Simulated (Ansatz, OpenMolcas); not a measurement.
## How methods differ on GaHCl2O (SMILES [OH][Ga]([Cl])[Cl])

GaHCl2O has 5 atoms, charge 0, and is taken as a singlet. As SMILES, `[OH][Ga]([Cl])[Cl]`. The coordinates come from a PBE0-D4/def2-TZVP relaxation.

Quantity: the vertical ionisation energy (to the doublet cation), in eV. The values are calculated.

| level | kind | program | value (eV) | CPU time (all runs) |
| --- | --- | --- | --- | --- |
| PBE/def2-SVP | GGA | OpenMolcas | 10.80 | 2.2 min |
| M06-L/def2-SVP | meta-GGA | OpenMolcas | 11.20 | 3.4 min |
| BHLYP/def2-SVP | global hybrid | Ansatz | 11.82 | 46 s |
| CAM-B3LYP/def2-SVP | range-separated hybrid | Ansatz | 11.77 | 72 s |
| wB97X/def2-SVP | range-separated hybrid | Ansatz | 12.04 | 2.5 min |
| PBE-QIDH/def2-SVP | double hybrid | Ansatz | 12.16 | 55 s |
| RPA@PBE/def2-SVP | RPA | Ansatz | 10.25 | 76 s |
| MP2/def2-SVP | perturbation theory | Ansatz | 12.18 | 36 s |
| CCSD/def2-SVP | coupled cluster or CI | Ansatz | 11.80 | 2.1 min |

All-electron rows without a relativistic Hamiltonian named are non-relativistic. The values span 10.25 to 12.18 eV. In the correlated wave-function rows the outer d shell of Ga is correlated, in sets not made for it. Times are those of the runs behind each value, whatever else they computed, on shared processors of several kinds: orders of magnitude only.

The two semilocal functionals give lower ionisation energies than any hybrid, and CCSD, at 11.80 eV, falls between CAM-B3LYP and BHLYP. RPA@PBE breaks any simple ordering by amount of exact exchange: it lies below even its parent functional, at 10.25 eV, whereas MP2 and the double hybrid lie at the top.

In a gallium(III) compound the 3d shell is filled and the valence 4s and 4p electrons are engaged in polar bonds, so the electron most likely leaves a lone-pair orbital on chlorine or oxygen rather than the metal. With several such orbitals close in energy, the semilocal functionals probably spread the hole too widely over the ligands and so overstabilise the cation.

The closeness of CCSD to these two hybrids supports a value near theirs within this small basis, but not their accuracy in absolute terms, because correlation energies converge more slowly with basis size than density-functional ones and the agreement could shift in a larger set.
